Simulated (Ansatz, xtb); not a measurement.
**C2H6GeO: which of two isomers lies lower**

Structure a: `C=C[O][GeH3]`, a singlet. Structure b: `[CH3][GeH2][CH]=O`, a singlet. Both are isolated molecules in the gas phase, relaxed with B3LYP-D3(BJ)/def2-SVP; the shapes shown needn't be the lowest conformers.

a (Å):

```xyz
10

C    -0.2242    0.2999   -1.6883
C     0.0078   -1.0103   -1.5310
Ge    2.1218   -0.6859    0.2690
O     0.9418   -1.6015   -0.7575
H     0.3550    1.0724   -1.1747
H    -1.0223    0.6301   -2.3545
H    -0.5948   -1.7567   -2.0638
H     1.3383    0.1524    1.2970
H     2.9370   -1.8061    0.9253
H     2.9807    0.2108   -0.6431
```

b (Å):

```
atom    x (Å)    y (Å)   z (Å)
   C  -0.0605   0.5574  1.0857
   C  -0.9490  -2.2222  2.3356
  Ge  -0.3782  -0.3435  2.7959
   O  -1.2846  -2.5059  1.2119
   H   0.9584   0.3485  0.7290
   H  -0.1959   1.6449  1.1686
   H  -0.7756   0.1510  0.3550
   H  -1.5340   0.3073  3.5917
   H   0.8693  -0.3918  3.7081
   H  -0.9637  -3.0059  3.1460
```

Question: Estimate E(b) − E(a) at the level CCSD(T)/def2-SVP + ΔMP2/def2-TZVPP.

Answer: Calculated at CCSD(T)/def2-SVP + ΔMP2/def2-TZVPP: E(b) − E(a) = +0.095 eV, so structure a lies lower.

How the difference moves with the method:

| level | geometry | E(b) − E(a) (eV) | departure from the last row (eV) | job, with rough time for the two |
| --- | --- | --- | --- | --- |
| GFN2-xTB | GFN2-xTB | +1.108 | +1.013 | optimisation, 0.15 s |
| HF/STO-3G | GFN2-xTB | −0.390 | −0.485 | single point, 0.55 s |
| r2SCAN-D4/def2-SVP | GFN2-xTB | +0.088 | −0.007 | single point, 3.1 s |
| B3LYP-D3(BJ)/def2-SVP | B3LYP-D3(BJ)/def2-SVP | +0.130 | +0.035 | optimisation, 94 s |
| HF/def2-SVP | B3LYP-D3(BJ)/def2-SVP | +0.203 | +0.108 | part of the CCSD(T) run |
| MP2/def2-SVP | B3LYP-D3(BJ)/def2-SVP | +0.106 | +0.011 | part of the CCSD(T) run |
| CCSD(T)/def2-SVP | B3LYP-D3(BJ)/def2-SVP | +0.113 | +0.018 | single point |
| CCSD(T)/def2-SVP + ΔMP2/def2-TZVPP | B3LYP-D3(BJ)/def2-SVP | +0.095 |  | single point, 37 s |

As drawn, b has 2 C–Ge, 1 C=O, 1 C–H in place of 1 C=C, 1 C–O, 1 Ge–O, 1 Ge–H.

HF/STO-3G puts the two in the other order. The largest departure from CCSD(T)/def2-SVP + ΔMP2/def2-TZVPP is that of GFN2-xTB, 1.013 eV. The last row adds to CCSD(T) the change of the MP2 difference between the two basis sets, here −0.018 eV.

With harmonic frequencies from B3LYP-D3(BJ)/def2-SVP (ideal gas, rigid rotor, one conformer each, 298.15 K, 1 atm): on the last row, ΔE + ΔZPE = +0.086, ΔH = +0.109, ΔG = +0.042 eV.

The correlated steps freeze 12 core orbitals; the filled d shell of Ge is correlated, in a basis made for valence electrons. Mirror images aren't counted in ΔG. Run with Ansatz 0.2.0, xtb 6.7.1; the last row on 2 threads of Intel(R) Xeon(R) Processor @ 2.70GHz on a shared host.

The germyl enol ether lies only slightly below the acylgermane, the result of two large bonding preferences that nearly cancel. A carbonyl group is normally much more stable than the corresponding enol ether, which is why propanal lies well below methyl vinyl ether. Germanium slightly more than offsets that advantage: it is electropositive and forms a strong, polar bond to oxygen, whereas its bond to an acyl carbon is comparatively weak. Donation from the oxygen lone pair into the C=C bond probably helps structure a further.

With so fine a balance, small errors in describing either bond type matter, and the reversed order from HF/STO-3G probably reflects a minimal basis too rigid for polar Ge–O and C=O bonds. The free-energy difference is smaller than the enthalpy difference, so entropy favours b, probably through softer skeletal motions around its two Ge–C bonds. The electronic preference for a is therefore reasonably supported, but a clear excess of a at equilibrium is not. Nothing here shows how readily the two would interconvert.
